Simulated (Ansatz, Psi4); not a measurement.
# Redistribution: SiH2(CH3)2 + Si2H4F2 → SiH2(CH3)F + CH7FSi2

Species: SiH2(CH3)2 (dimethylsilane), singlet; Si2H4F2 `F[SiH2][SiH2]F`, singlet; SiH2(CH3)F, singlet; CH7FSi2 `C[SiH2][SiH2]F`, singlet. The partners trade CH3 for F; both sit on Si, so the bond types are kept.

Shapes, held fixed at every level: PBE0-D4/def2-TZVP. Flexible molecules stand in one conformer, not always the lowest. Programs: Ansatz 0.2.0. Electronic energies: no zero-point or thermal term.

| level | kind | ΔE (kJ/mol) | less CCSD(T)/CBS estimate | CPU time (sum over the molecules) |
| --- | --- | --- | --- | --- |
| PBE-D4/def2-TZVPP | GGA | -19.5 | +0.3 | 26 s |
| PBE0-D4/def2-TZVPP | global hybrid | -20.2 | -0.4 | 28 s |
| wB97M-V/def2-TZVPP | range-separated hybrid | -19.9 | -0.1 | 1.7 min |
| B2PLYP/def2-TZVPP | double hybrid | -19.2 | +0.6 | 48 s |
| MP2/def2-TZVPP | perturbation theory | -20.4 | -0.6 | – |
| CCSD(T)/def2-TZVPP | coupled cluster or CI | -20.0 | -0.2 | 9.9 min |
| CCSD/def2-TZVPP | coupled cluster or CI | -19.7 | +0.1 | – |
| CCSD(T)/CBS estimate | coupled cluster or CI | -19.8 | 0.0 | 13 min |

The highest level, CCSD(T)/CBS estimate, gives ΔE = -19.8 kJ/mol; the levels span -20.4 to -19.2. The column of differences is taken from that level and isn't an error. No measured value is set beside it here. The CBS estimate extrapolates MP2 from def2-TZVPP and def2-QZVPP and adds CCSD(T) − MP2 in the triple-zeta set, cores frozen. Times are processor times on shared x86 and Arm servers, and rough.

The exchange is downhill in electronic energy at every level, and the preference concerns where fluorine and methyl sit, not a gain in the number of strong Si–F bonds. Fluorine leaves a silicon bonded to another silicon for one bonded to carbon. Because carbon is more electronegative than silicon, the receiving centre is probably more positive and better suited to the strongly polar Si–F bond. Donation from fluorine lone pairs into the Si–C antibonding orbital may add to this, as may the loss of the unfavourable arrangement of two adjacent, positively polarised Si–F centres in the difluorodisilane. The total reaction energy can't apportion these contributions.

The close agreement from GGA to coupled cluster fits the conserved bond types, which let much of the correlation error cancel. Triple excitations shift the CCSD result only from -19.7 to -20.0 kJ/mol in the same basis, so the preference doesn't hinge on subtle correlation effects. The exothermicity says nothing about the barrier to exchange, which could be substantial without a catalyst.
